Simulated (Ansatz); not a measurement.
# Li: the change of pressure with volume scale

All results are calculated (Ansatz 0.2.0). Periodic Kohn-Sham DFT of a crystal at fixed atoms, scaled to volume_scale times the given cell; pressure positive in compression, energy less spherical unpolarised free atoms, largest_vzz the field gradient of largest size among the nuclei.

The cell before it is scaled or strained (space group Im-3m, No. 229):
```
cell vectors (Å)
  -1.7500     1.7500     1.7500
   1.7500    -1.7500     1.7500
   1.7500     1.7500    -1.7500
atoms (fractions of the cell vectors)
Li  0.00000  0.00000  0.00000
```

Settings of every row: method frozen-core PAW; functional LDA; relativity scalar; k mesh 13x13x13; filling fermi-dirac; smearing width 0.05 eV; wave cutoff 420 eV; paw set soft_2.

Atom start moment: 0 on all atoms.

Limits: PAW files made with PBE.

| row | volume scale | V (Å³/atom) | pressure (GPa) |
| --- | --- | --- | --- |
| 1 | 0.94 | 20.151 | -0.82 |
| 2 | 0.96 | 20.58 | -1.069 |
| 3 | 0.98 | 21.009 | -1.294 |
| 4 | 0.99 | 21.223 | -1.399 |
| 5 | 1 | 21.438 | -1.5 |
| 6 | 1.01 | 21.652 | -1.595 |
| 7 | 1.02 | 21.866 | ? |
| 8 | 1.04 | 22.295 | -1.855 |
| 9 | 1.06 | 22.724 | -2.009 |

Question: what pressure should row 7 give?

Worked fit of pressure. Take u = (V_r/V)^(2/3) − 1 with V_r = 21.331 Å³ an atom, which is twice the finite (Eulerian) strain; such expansions in the strain, on which the Birch-Murnaghan equation of state is built, carry the rest volume and the bulk modulus. The shown rows have u = 0.03867, 0.02418, 0.01019, 0.00339, -0.00333, -0.00991, -0.02904, -0.0413. Least squares give pressure = −1.4503 + 14.953 × u + 34.62 × u² GPa; a straight line predicts inner rows, each left out in turn, worse (root mean square 0.018 against 0.00043 GPa). The rows lie off it by 0.000, -0.001, 0.000, 0.000, 0.000, 0.000, 0.000, 0.000. The withheld row has u = -0.01638, so the fit gives −1.4503 + 14.953 × (-0.01638) + 34.62 × (-0.01638)² = -1.686 GPa.

The calculation gave -1.686 GPa. The fit meets it to the printed digit.
